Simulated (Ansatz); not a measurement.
**Redistribution: AlH(CH3)(SH) + AlH2(SH) → Al(CH3)(SH)2 + AlH3**

Gas-phase species: AlH(CH3)(SH), singlet; AlH2(SH), singlet; Al(CH3)(SH)2, singlet; AlH3 `[AlH3]`, singlet. The partners trade H for SH; both sit on Al, so the bond types are kept.

Shapes, held fixed at every level: PBE0-D4/def2-TZVP. Flexible molecules stand in one conformer, not always the lowest. Programs: Ansatz 0.2.0. Electronic energies: no zero-point or thermal term.

Task: Estimate ΔE of this reaction.

Result: The highest level, CCSD(T)/CBS estimate, gives ΔE = +7.5 kJ/mol; the levels span +6.0 to +9.8. The column of differences is taken from that level and isn't an error. No measured value is set beside it here. The CBS estimate extrapolates MP2 from def2-TZVPP and def2-QZVPP and adds CCSD(T) − MP2 in the triple-zeta set, cores frozen.

```json
{"level": "PBE-D4/def2-TZVPP", "kind": "GGA", "ΔE (kJ/mol)": "+9.5", "less CCSD(T)/CBS estimate": "+2.0"}
{"level": "B3LYP-D4/def2-TZVPP", "kind": "global hybrid", "ΔE (kJ/mol)": "+7.5", "less CCSD(T)/CBS estimate": "0.0"}
{"level": "PBE0-D4/def2-TZVPP", "kind": "global hybrid", "ΔE (kJ/mol)": "+8.3", "less CCSD(T)/CBS estimate": "+0.8"}
{"level": "wB97M-V/def2-TZVPP", "kind": "range-separated hybrid", "ΔE (kJ/mol)": "+8.5", "less CCSD(T)/CBS estimate": "+1.0"}
{"level": "B2PLYP/def2-TZVPP", "kind": "double hybrid", "ΔE (kJ/mol)": "+9.8", "less CCSD(T)/CBS estimate": "+2.3"}
{"level": "MP2/def2-TZVPP", "kind": "perturbation theory", "ΔE (kJ/mol)": "+6.0", "less CCSD(T)/CBS estimate": "-1.5"}
{"level": "CCSD(T)/CBS estimate", "kind": "coupled cluster or CI", "ΔE (kJ/mol)": "+7.5", "less CCSD(T)/CBS estimate": "0.0"}
```

Gathering both SH groups on the methyl-bearing aluminium costs a little energy: ΔE is positive at every level, +7.5 kJ/mol at the highest. Because the bond types are conserved, this reflects how the substituents on one centre influence each other, not a difference between Al–H and Al–S bond strengths. The likely main cause is π donation. Three-coordinate aluminium has an empty p orbital that accepts density from a sulfur lone pair. On the left each metal has one such donor, whereas on the right two compete for the same orbital and AlH3 has none. Repulsion between the sulfur lone pairs may add to the cost, and the energies alone don't separate the two.

The sign is secure across the methods, but their order isn't one of steady improvement: B2PLYP lies further from the coupled-cluster value than the GGA does, and B3LYP's match may owe something to cancelling errors. The preference applies to isolated monomers and needn't survive aggregation, where bridging hydride or thiolate would fill the same empty orbital.
